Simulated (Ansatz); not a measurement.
# Defects and dopants in EuAl2Zn2

Calculated with the plane-wave PAW code Ansatz (scalar-relativistic, PAW set soft_2), not measured. The host crystal, relaxed (Kohn–Sham gap 0.00 eV):

```cif
data_structure
_symmetry_space_group_name_H-M 'I4/mmm'
_symmetry_Int_Tables_number 139
_cell_length_a 4.1405
_cell_length_b 4.1405
_cell_length_c 11.0131
_cell_angle_alpha 90.000
_cell_angle_beta 90.000
_cell_angle_gamma 90.000
_cell_volume 188.81
loop_
_atom_site_label
_atom_site_type_symbol
_atom_site_symmetry_multiplicity
_atom_site_Wyckoff_symbol
_atom_site_fract_x
_atom_site_fract_y
_atom_site_fract_z
_atom_site_occupancy
Al1 Al 4 d 0.00000 0.50000 0.25000 1
Eu1 Eu 2 a 0.00000 0.00000 0.00000 1
Zn1 Zn 4 e 0.50000 0.50000 0.11024 1
```

Atoms are relaxed in small periodic supercells at the host's cell. Formation energies are those of the neutral defect, with atoms from and to the elements' standard states and no corrections; they are left out where an element with a U changes, an open 4f shell is known to end too high at times, atoms moved far or the cell holds a carrier in a band. Distances are those to the atoms of the nearest element, out to 1.25 times the shortest (mean and range); atoms of other elements can lie among them. They are left out where the atom moved off its site or the cell is too small to hold the shell. Moments under 0.05 μB aren't shown.

```
                             defect  method  host atoms  formation energy (eV)  moment on the added atom (μB)  nearest element, host → defect (Å)  notes
Al on an Eu site + Eu on an Al site  PBEsol          20                      –                              –                                   –  b c d
                    Hf on a Zn site  PBEsol          20                   2.04                           0.14                   1 Zn: 2.43 → 2.59      d
                         Eu vacancy  PBEsol          20                      ?                              –                                   –      a
```

Notes: a, atoms kept the symmetry of the start, so a distorted state could lie lower; b, atoms moved by 0.8 Å or more, so the name tells the start and not the end, and no energy is given; c, most atoms moved far, the host may distort by itself; d, one start alone.

**Question.** What does the calculation give for the withheld row?

**Answer.** formation energy (eV): 3.95.

Caveats: 4f shell without a U, which puts 4f levels too near the Fermi level; open f or d shells may hold a state above the lowest; small cells.

Removing a Eu atom costs 3.95 eV against elemental Eu, so the vacancy is strongly unfavourable under Eu-rich conditions. The likely reason is the bonding: Eu is electropositive and gives its valence electrons to the Al–Zn framework. Taking it out withdraws electrons from framework states and also removes the electrostatic attraction between the cation and its surrounding cage. Because the host is metallic, the missing electrons should be accounted for by band filling and screening rather than by a localised acceptor level.

Hf on a Zn site also costs energy, 2.04 eV, and the contact to the nearest Zn lengthens from 2.43 to 2.59 Å, as expected for a larger atom replacing one partner of a short Zn–Zn bond. Its moment of 0.14 μB is too small to suggest a well-formed local 5d moment, and may be induced polarisation from the Eu sublattice.

The vacancy energy would fall as the Eu chemical potential is lowered, so the elemental-reference value alone does not settle how Eu-deficient the compound can become.
